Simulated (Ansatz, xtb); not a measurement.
## Relative energy of two isomers of CH6GeS

Structure X: `[CH3][GeH2][SH]`, a singlet. Structure Y: `C[S][GeH3]`, a singlet. Both are isolated molecules in the gas phase, relaxed with PBE0-D3(BJ)/def2-SVP; the shapes shown needn't be the lowest conformers.

X (Å):

| atom | x (Å) | y (Å) | z (Å) |
| --- | --- | --- | --- |
| C | -0.7635 | 0.6212 | -1.4784 |
| Ge | 0.2399 | -0.2658 | -0.0633 |
| S | -0.5374 | -2.3339 | 0.2820 |
| H | -0.7241 | 0.0193 | -2.3970 |
| H | -0.3393 | 1.6161 | -1.6816 |
| H | -1.8153 | 0.7424 | -1.1816 |
| H | 0.1686 | 0.5423 | 1.2483 |
| H | 1.7084 | -0.4864 | -0.4648 |
| H | -1.7608 | -1.9223 | 0.6810 |

Y (Å):

```xyz
9

C    -1.5951    0.7004   -1.0816
Ge    0.7178   -1.0373    0.0186
S    -1.1509    0.0359    0.5536
H    -0.8232    1.3830   -1.4659
H    -1.7761   -0.1025   -1.8108
H    -2.5268    1.2671   -0.9481
H     1.7520   -0.0485   -0.5557
H     0.4235   -2.1232   -1.0356
H     1.2339   -1.6687    1.3194
```

Energies in hartree; the thermal terms are from PBE0-D3(BJ)/def2-SVP harmonic frequencies (ideal gas, rigid rotor, one conformer each, 298.15 K, 1 atm) and include the zero-point energy:

```
                                X            Y
E, CCSD(T)/def2-TZVP  −2514.985154  −2514.966142
   zero-point energy      0.061759      0.062291
        H(298 K) − E      0.068800      0.069119
        G(298 K) − E      0.031775      0.032219
```

**Question.** Work out ΔE, ΔE₀, ΔH and ΔG for X → Y in kJ/mol (1 Eh = 2625.50 kJ/mol) and the equilibrium ratio [Y]/[X].

**Answer.** 1. ΔE = −2514.966142 − (−2514.985154) = +0.019012 Eh = +49.92 kJ/mol.
2. ΔE₀ = ΔE + ΔZPE = +0.019012 + (+0.000532) Eh = +51.31 kJ/mol.
3. ΔH = ΔE + (+0.000319) Eh = +50.75 kJ/mol.
4. ΔG = ΔE + (+0.000444) Eh = +51.08 kJ/mol, so ΔS = (ΔH − ΔG)/T = −1.1 J/(mol K).
5. kT = 0.9442 mEh, so K = [Y]/[X] = exp(−ΔG/kT) = exp(−20.61) ≈ 1.1 × 10^−9.

Structure X is favoured at this temperature. An error of 4 kJ/mol in ΔG would change K by a factor of 5. Mirror images and further conformers aren't counted.

As drawn, Y has 1 C–S, 1 Ge–H in place of 1 C–Ge, 1 S–H.

Other levels gave ΔE = +18.2 (GFN2-xTB); +19.7 (HF/STO-3G, GFN2-xTB geometries); +47.9 (r2SCAN-D4/def2-SVP, GFN2-xTB geometries); +47.0 (PBE0-D3(BJ)/def2-SVP); +46.7 (HF/def2-TZVP); +51.5 (MP2/def2-TZVP) kJ/mol. The correlated steps freeze 15 core orbitals; the filled d shell of Ge is correlated, in a basis made for valence electrons. Programs: Ansatz 0.2.0, xtb 6.7.1.

The preference for the germanethiol X over the methylthiogermane Y is almost entirely electronic: zero-point and thermal terms barely alter the gap, as expected for two open-chain isomers with similar mass distribution and floppiness. Both keep a Ge–S bond, so the energy difference mainly reflects how methyl and hydrogen are shared between germanium and sulfur. Hydrogen binds more strongly to sulfur than to germanium, while the polar C–Ge bond is at least competitive with the nearly nonpolar C–S bond. The pairing of C–Ge with S–H therefore probably wins on both counts, though the total energies don't separate the two contributions.

Hartree–Fock in the larger basis already gives +46.7 kJ/mol, close to the coupled-cluster value, so differential correlation is modest. The much smaller gaps from GFN2-xTB and HF/STO-3G keep the sign but not the size, probably because their minimal bases describe bond polarity too rigidly. The tiny equilibrium ratio doesn't imply that Y would rearrange readily, since methyl and hydrogen must exchange places and no barrier was computed.
